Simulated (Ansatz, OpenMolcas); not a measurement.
SiF2 (SMILES F[Si]F): methods side by side

SiF2 has 3 atoms, charge 0, and is taken as a singlet. SMILES: `F[Si]F`. Geometry: relaxed at PBE0-D4/def2-TZVP.

```csv
atom,x (Å),y (Å),z (Å)
F,0.1663,1.2468,0.2294
Si,-0.5949,-0.0464,-0.3301
F,0.4286,-1.2004,0.1007
```

Quantity: the energy change with the Si2–F3 bond stretched from 1.602 to 2.002 Å, in eV. The values are calculated.

```json
{"level": "HF/STO-3G (restricted)", "kind": "Hartree–Fock", "program": "Ansatz", "value (eV)": "1.95", "less FCI/STO-3G": "+0.63", "CPU time (all runs)": "0.28 s"}
{"level": "revPBE/STO-3G (restricted)", "kind": "GGA", "program": "Ansatz", "value (eV)": "0.98", "less FCI/STO-3G": "-0.34", "CPU time (all runs)": "1.8 s"}
{"level": "B3LYP/STO-3G (restricted)", "kind": "global hybrid", "program": "Ansatz", "value (eV)": "1.31", "less FCI/STO-3G": "-0.01", "CPU time (all runs)": "1.8 s"}
{"level": "HSE06/STO-3G (restricted)", "kind": "range-separated hybrid", "program": "Ansatz", "value (eV)": "1.39", "less FCI/STO-3G": "+0.07", "CPU time (all runs)": "2.1 s"}
{"level": "RPA@PBE/STO-3G (restricted)", "kind": "RPA", "program": "Ansatz", "value (eV)": "1.12", "less FCI/STO-3G": "-0.20", "CPU time (all runs)": "2.7 s"}
{"level": "MP2/STO-3G (restricted)", "kind": "perturbation theory", "program": "OpenMolcas", "value (eV)": "1.66", "less FCI/STO-3G": "+0.34", "CPU time (all runs)": "3.2 s"}
{"level": "BCCD(T)/STO-3G (restricted)", "kind": "coupled cluster or CI", "program": "Ansatz", "value (eV)": "1.39", "less FCI/STO-3G": "+0.07", "CPU time (all runs)": "0.51 s"}
{"level": "CCSD/STO-3G (restricted)", "kind": "coupled cluster or CI", "program": "Ansatz", "value (eV)": "1.42", "less FCI/STO-3G": "+0.10", "CPU time (all runs)": "0.39 s"}
{"level": "FCI/STO-3G", "kind": "exact in the basis", "program": "OpenMolcas", "value (eV)": "1.32", "less FCI/STO-3G": "0.00", "CPU time (all runs)": "22 s"}
```

FCI/STO-3G is exact within its basis and frozen core, so for wave-function methods in that basis the difference is their error; functionals converge differently with the basis, so for them it is only a difference. The first shape isn't each level's own minimum. The values span 0.98 to 1.95 eV. All rows use very small basis sets, so even the best lies far from the true value. Times are those of the runs behind each value, whatever else they computed, on shared processors of several kinds: orders of magnitude only.

Electron correlation makes the Si–F bond easier to stretch: the cost falls from 1.95 eV in Hartree–Fock to 1.32 eV in FCI. As the bond lengthens, overlap between the Si and F orbitals weakens and the σ–σ* gap narrows, so configurations that excite electrons into σ* gain weight, and a single determinant misses more of the energy at the stretched geometry than at the starting one. In this minimal basis the only empty valence orbitals are the Si–F σ* combinations and the out-of-plane Si 3p orbital, which suggests that the correlation captured is largely of this left–right and angular valence kind.

MP2 recovers only about half of the lowering, whereas CCSD recovers most of it and BCCD(T) slightly more. Coupling among the excitations therefore matters already at this moderate stretch, but the coupled-cluster description has not broken down. The energies describe one partial stretch and establish neither a dissociation energy nor how the methods would rank near the separated fragments.
